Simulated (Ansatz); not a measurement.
GeAu: energy above given cell and pressure against volume ratio

Results calculated with Ansatz 0.2.0, not measured. Plane-wave density functional theory, PAW datasets, Gaussian smearing 0.05 eV: equation of state, the given cell scaled in volume with shape and atoms relaxed at each volume.

The cell before it is scaled or strained (space group Pm-3m, No. 221):
```
GeAu
1.0
      3.2954     0.0000     0.0000
      0.0000     3.2954     0.0000
      0.0000     0.0000     3.2954
Au Ge
1 1
Direct
  0.00000 0.00000 0.00000
  0.50000 0.50000 0.50000
```

Settings of every row: paw set soft_2; functional PBEsol; spin treatment none; moment partition spheres; spin axis none; wave cutoff 420 eV; k mesh 10x10x10; symmetry use detected.

Atom hubbard u: 0 on all atoms.

Limits: no spin-orbit coupling, which can matter with elements this heavy; the cell comes from a prototype or a list of computed structures and needn't be the stable phase.

```
row  volume ratio  V (Å³/atom)  energy above given cell (meV per atom)  pressure (GPa)
  1          0.96       17.178                                    10.3           4.748
  2          0.98       17.536                                    2.59           2.244
  3             1       17.894                                       0           0.002
  4          1.02       18.252                                       ?               ?
  5          1.04       18.609                                    8.92          -3.925
```

Question: what energy above given cell and pressure should row 4 give?

Worked fit of energy above given cell. Take u = (V_r/V)^(2/3) − 1 with V_r = 17.715 Å³ an atom, which is twice the finite (Eulerian) strain; such expansions in the strain, on which the Birch-Murnaghan equation of state is built, carry the rest volume and the bulk modulus. The shown rows have u = 0.02073, 0.00679, -0.00668, -0.03229. Least squares give energy above given cell = 0.662 + 183.81 × u + 13606 × u² meV per atom; a straight line predicts inner rows, each left out in turn, worse (root mean square 6 against 0.11 meV per atom). The rows lie off it by -0.02, 0.05, -0.04, 0.01 (root mean square 0.034 meV per atom). Its lowest point lies at u = -0.0068, or V = 17.9 Å³ an atom, and the curvature there gives the bulk modulus with shape and atoms relaxed, B = (4/9)(1 + u)² E″(u)/V = 107 GPa. The withheld row has u = -0.01971, so the fit gives 0.662 + 183.81 × (-0.01971) + 13606 × (-0.01971)² = 2.32 meV per atom.

The calculation gave 2.24 meV per atom. The fit lies 0.08 meV per atom (3.6 % of the value, 0.78 % of the column's range) above it; its largest miss of a shown row is 0.05 meV per atom.

Worked fit of pressure. Take u = (V_r/V)^(2/3) − 1 with V_r = 17.715 Å³ an atom, which is twice the finite (Eulerian) strain; such expansions in the strain, on which the Birch-Murnaghan equation of state is built, carry the rest volume and the bulk modulus. The shown rows have u = 0.02073, 0.00679, -0.00668, -0.03229. Least squares give pressure = 1.0976 + 167.918 × u + 384.65 × u² GPa; a straight line predicts inner rows, each left out in turn, worse (root mean square 0.17 against 0.023 GPa). The rows lie off it by 0.004, -0.011, 0.009, -0.002 (root mean square 0.0074 GPa). The pressure vanishes at u = -0.0066, or V = 17.89 Å³ an atom, and there the bulk modulus with shape and atoms relaxed is B = −V dP/dV = (2/3)(1 + u) dP/du = 108 GPa. The withheld row has u = -0.01971, so the fit gives 1.0976 + 167.918 × (-0.01971) + 384.65 × (-0.01971)² = -2.063 GPa.

The calculation gave -2.068 GPa. The fit lies 0.005 GPa (0.058 % of the column's range) above it; its largest miss of a shown row is 0.011 GPa.
